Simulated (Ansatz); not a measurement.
# Strength of the N–Si bond: how K changes with temperature for CH9NSi2 ⇌ SiH3(SiH2) + CH4N

Species: CH9NSi2 `CN[SiH2][SiH3]`, singlet; SiH3(SiH2), doublet; CH4N (methyl amino radical) `C[NH]`, doublet. 

The electronic reaction energy at CCSD(T)/CBS estimate is +405.8 kJ/mol. Shapes: PBE0-D4/def2-TZVP. Flexible molecules stand in one conformer, not always the lowest. Programs: Ansatz 0.2.0. Enthalpy and entropy come from rigid-rotor, harmonic-oscillator sums on unscaled PBE0-D4/def2-TZVP wavenumbers, ideal gases at 1 bar; R ln 2 is added for the mirror twin of the chiral shape of CH9NSi2. Symmetry numbers: CH9NSi2 1, SiH3(SiH2) 1, CH4N 1. R = 8.3145 J/(mol K).

| T (K) | ΔH (kJ/mol) | ΔS (J/(mol K)) |
| --- | --- | --- |
| 700 | +387.0 | +162.2 |
| 1000 | +383.6 | +158.2 |
| 1300 | ? | ? |

Q: Work out ln K at 700 and 1000 K, and from these estimate it at 1300 K.

A: 
1. 700 K: ΔG = +387.0 − 700 × (+162.2)/1000 = +273.5 kJ/mol; ln K = −ΔG/RT = -46.99.
2. 1000 K: ΔG = +383.6 − 1000 × (+158.2)/1000 = +225.4 kJ/mol; ln K = −ΔG/RT = -27.11.
3. Slope against 1000/T: (-27.11 − (-46.99))/(1.0000 − 1.4286) = -46.39, that is −ΔH/R with ΔH near +386 kJ/mol.
4. 1300 K: ln K = -46.99 + (-46.39) × (0.7692 − 1.4286) = -16.40.

The full sums give ΔH = +379.6 kJ/mol, ΔS = +154.7 J/(mol K), ΔG = +178.5 kJ/mol and ln K = -16.51 at 1300 K, so the line is off by +0.11 in ln K; without rounding the miss is +0.10, from the change of ΔH with temperature. The reactants are favoured over this whole range. The number of molecules rises, which sets the sign of ΔS, and lower pressure favours the products. An error of 10 kJ/mol in the energy moves ln K by 0.9 at 1300 K. Soft modes are treated as harmonic, which can err either way at these temperatures; the lowest are those of CH9NSi2 (62 cm⁻¹), SiH3(SiH2) (130 cm⁻¹), CH4N (254 cm⁻¹). Other conformers aren't counted. Open shells run unrestricted. The CBS estimate extrapolates MP2 from def2-TZVPP and def2-QZVPP and adds CCSD(T) − MP2 in the triple-zeta set, cores frozen.

Homolysis of the N–Si bond remains strongly uphill even at 1300 K, where the entropy gained by forming two fragments offsets only slightly more than half of the +379.6 kJ/mol enthalpy cost. The large cost fits a short, polar bond between atoms of very different electronegativity, probably strengthened by donation from the nitrogen lone pair into σ* orbitals on silicon. Methyl hyperconjugation in the aminyl radical should recover part of that cost.

The slow fall of both ΔH and ΔS on heating has a common origin. Dissociation turns vibrations of the parent into translations and rotations of the fragments, which store less heat once those vibrations are thermally excited. The negative heat-capacity change flattens the van 't Hoff curve, so the straight line slightly overestimates K at 1300 K.

The small K describes this one equilibrium and doesn't show that the molecule survives heating, since cleavage of the normally weaker Si–Si bond or silylene elimination may well come first.
